Rocksalt-type ZrS, unrelaxed at a = 5.250 Å, computed with Ansatz 0.2.0 (PBEsol, plane-wave PAW, scalar-relativistic, no spin polarisation, 420 eV cutoff, 16×16×16 k mesh, 0.15 eV Gaussian smearing). Strain is engineering yz shear at fixed fractional coordinates; energies are free energies relative to the unstrained cell, and pressure is positive in compression.

| strain | energy change (meV/atom) | tensile stress along pattern (GPa) | pressure (GPa) |
| --- | --- | --- | --- |
| -0.1 | 13.3 | -2.54 | -6.02 |
| -0.05 | 3.5 | -1.36 | -6.35 |
| 0 | 0.0 | 0.00 | -6.46 |
| 0.0125 | 0.2 | 0.35 | -6.45 |
| 0.025 | 0.9 | 0.70 | -6.43 |
| 0.0375 | 1.9 | 1.03 | -6.40 |
| 0.0625 | 5.3 | 1.67 | -6.28 |
| 0.075 | 7.6 | 1.97 | -6.21 |
| 0.0875 | 10.3 | 2.27 | -6.12 |

Doubling the shear from 0.05 to 0.1 makes the stress a little less than twice as large and the energy a little less than four times as large. That is nearly the behaviour of an ideal spring. Yet a spring has one stiffness, and this crystal seems to have two. At the smallest strain, stress divided by strain gives 28.1 GPa, while the curvature of the energy gives 24.9 GPa. The reason lies in the pressure column.

**The negative rows.** The strain $\gamma$ closes or opens the right angle between the $y$ and $z$ axes. In a cubic crystal these two choices are mirror images, so reversing $\gamma$ reverses the shear stress and leaves the energy and the pressure unchanged. The rows at −0.1 and −0.05 therefore belong on the same curve as the positive ones. The stress at −0.05 confirms this: divided by the strain it gives 27.2 GPa, between the values for the positive rows at 0.0375 and 0.0625. The shear also lowers the symmetry, from space group Fm-3m in the unstrained cell to orthorhombic Immm in every sheared one.

**A crystal that wants to shrink.** The unstrained cell has a pressure of −6.46 GPa. Pressure counts as positive in compression, so this cell is larger than the functional would choose, and a small loss of volume lowers its energy. The shear used here does reduce the volume. It stretches one diagonal direction of the $yz$ plane by the factor $1+\gamma/2$ and shortens the other by $1-\gamma/2$. Their product is

$$\frac{V}{V_0}=1-\frac{\gamma^2}{4},$$

where $V$ is the volume and $V_0$ its value without strain.

The loss is small, but it grows as $\gamma^2$, as does the leading part of the elastic energy. However small the strain, the two therefore stay in the same proportion. With $C$ for the ratio of stress to strain at small strain and $P_0$ for the starting pressure, the energy change is

$$\frac{\Delta E}{V_0}\approx\frac{1}{2}C\gamma^2+\frac{1}{4}P_0\gamma^2=\frac{1}{2}\left(C+\frac{P_0}{2}\right)\gamma^2 .$$

The first term is the cost of changing the shape, and the second is the gain from shrinking under tension. The energy curvature should thus lie below $C$ by half the tension, or 3.2 GPa, which is the gap between the two stiffnesses.

Limiting cases show what to expect elsewhere. In a relaxed cell $P_0$ is zero and both routes give the same stiffness. In a compressed cell the second term changes sign, and the energy route gives the larger value. A shear that keeps the volume fixed removes the term altogether, so that the energy yields $C$ directly. For someone who takes elastic constants from computed energies, the lesson is to relax the cell first or to correct for its pressure. Here both values describe a stretched crystal, and neither is the elastic constant at zero pressure.

**An estimate for the largest shear.** Take $C$ from the row at 0.0125 and apply it to the row at −0.1, which played no part in choosing it. The volume is 18.09 Å³ an atom. Converted from GPa Å³ to meV, the two terms are

$$\begin{aligned}
\text{shape:}\quad &\tfrac12\times28.1\times0.1^2\times18.09\ \text{GPa Å}^3\approx15.9\ \text{meV/atom},\\
\text{volume:}\quad &-6.46\times0.0025\times18.09\ \text{GPa Å}^3\approx-1.8\ \text{meV/atom}.
\end{aligned}$$

Their sum is about 14.0 meV/atom, 6 % above the table's 13.3. Leaving out the volume term would make the error about three times as large.

The remaining excess comes from treating the stiffness as constant. If the computed stresses of all nine rows are integrated instead, with the volume term included, the table's energy is recovered. The shear stress alone gives 13 % too much. This agreement shows that energies and stresses belong together; it does not test the functional. The output printed after the text gives the simple model's energies row by row and the integrated work for the largest shear.

**Why the spring softens.** The shear hardly stretches the Zr–S bonds. It tilts them against each other and changes the distances between like atoms across the $yz$ faces. At a strain of 0.1, one set of Zr–Zr and S–S distances has shortened to 3.53 Å and the other has lengthened to 3.90 Å. This suggests that the resistance comes mainly from bond angles and more distant neighbours, though the scan does not separate these parts.

When planes of atoms slide over one another at a fixed spacing, they at last reach an equivalent arrangement, so the opposing stress must pass a maximum on the way and cannot grow in proportion to the shear for ever. The shear used here matches such sliding, apart from a rotation, only while it is small. The argument is therefore a guide to why the stiffness may fall, not a proof, and it does not tell how early the fall should appear. In the table, stress divided by strain drops by 9 % between strains of 0.0125 and 0.1. The stress itself is still rising at the largest shear, so the scan shows no maximum and gives no value for the ideal strength.

The softening also sets in early. If it came from the simplest correction that symmetry allows, a cubic term in the stress, the loss of stiffness counted from the smallest strain would be 4.2 times as large at 0.1 as at 0.05. The computed ratio is 2.9. A possible cause is a rearrangement of the electrons near the Fermi level, since this crystal is metallic. The correction for smearing, described next, changes with the shear, so the states near that level do change. Whether they cause the early softening remains a guess.

The smearing of the electron occupations is not what softens the crystal. Extrapolating to zero smearing raises the energy change by 8 % at the smallest strain and by 3 % at the largest. By this estimate, the energy curvature without smearing would start higher and fall more steeply. The absolute stiffness thus carries an uncertainty of several per cent from this setting, while the softening remains. The PAW datasets were made for PBE and are used here with PBEsol, which adds an error that the scan does not measure.

**Why the tension eases.** At a strain of −0.1 the pressure has risen from −6.46 to −6.02 GPa. Part of this follows from the smaller volume, because a stretched crystal that shrinks is under less tension. A loss of volume spread evenly over all directions, however, would act equally along all three axes. The same calculation shows the pressure along $y$ and $z$ rising by 0.65 GPa each, while that along $x$ changes by only 0.02 GPa.

The way the shape changes must therefore matter too. The length along $x$ is fixed, so the whole loss of volume takes place in the $yz$ plane, and this by itself should raise the pressure more along $y$ and $z$ than along $x$. In addition, atoms pushed together usually repel more strongly than atoms pulled apart by the same amount attract. The two diagonals then do not balance, and a net push remains in the plane. Along $x$ the change of shape appears to act the other way, against the effect of the smaller volume: in the sheared rows up to a strain of 0.075 the tension along $x$ is slightly larger than at the start, and only at the largest shears is it slightly smaller. The unequal pressures are a computed result; the picture of unequal pushes and pulls is a plausible explanation for them, not something the numbers isolate.

Numerical output:

```
Stiffness and simple model (stiffness undefined at zero strain and printed as 0):
     row  stress/strain GPa  energy stiffness GPa  model energy meV/atom  without volume term meV/atom  xx change GPa  yy change GPa  rise at zero smearing %
    -0.1              25.43                 23.51                  14.03                         15.85        0.02479           0.65                    3.301
   -0.05              27.17                 24.42                  3.507                         3.963       -0.04527         0.1937                     5.64
     0.0                  0                     0                      0                             0              0              0                        0
  0.0125              28.08                 24.91                 0.2192                        0.2477      -0.008257        0.01503                    8.285
   0.025              27.84                 24.78                 0.8768                        0.9908       -0.02656        0.05653                    7.333
  0.0375              27.52                 24.61                  1.973                         2.229       -0.04182         0.1176                    6.357
  0.0625              26.76                 24.22                   5.48                         6.193       -0.03636         0.2839                    5.056
   0.075              26.32                 23.99                  7.891                         8.917       -0.01945         0.3893                    4.405
  0.0875              25.89                 23.75                  10.74                         12.14       0.001441         0.5108                    3.741
Stiffness from stress at strain 0.0125, GPa: 28.08
Stiffness from energy at strain 0.0125, GPa: 24.91
Gap between the two stiffnesses, GPa: 3.179
Half the starting tension, GPa: 3.231
Volume loss at strain 0.1, %: 0.25
Energy released by that volume loss at the starting tension, meV/atom: 1.824
Work of the shear stress alone up to 0.1, meV/atom: 15
Work with the volume term up to 0.1, meV/atom: 13.27
Energy change of the run at 0.1, meV/atom: 13.27
Excess of the shear work alone over the run energy, %: 13.01
Excess of the constant-stiffness model with volume term at 0.1, %: 5.721
Fall of stress/strain from 0.0125 to 0.1, %: 9.459
Slope of stress over the last step 0.0875 to 0.1, GPa: 22.21
Stiffness lost since 0.0125, at 0.1 over at 0.05: 2.891
The same ratio if the loss went as strain squared: 4.2
Pressure rise from 0 to 0.1, GPa: 0.4413
Shortened face diagonal contact at 0.1, angstrom: 3.527
Lengthened face diagonal contact at 0.1, angstrom: 3.898
```
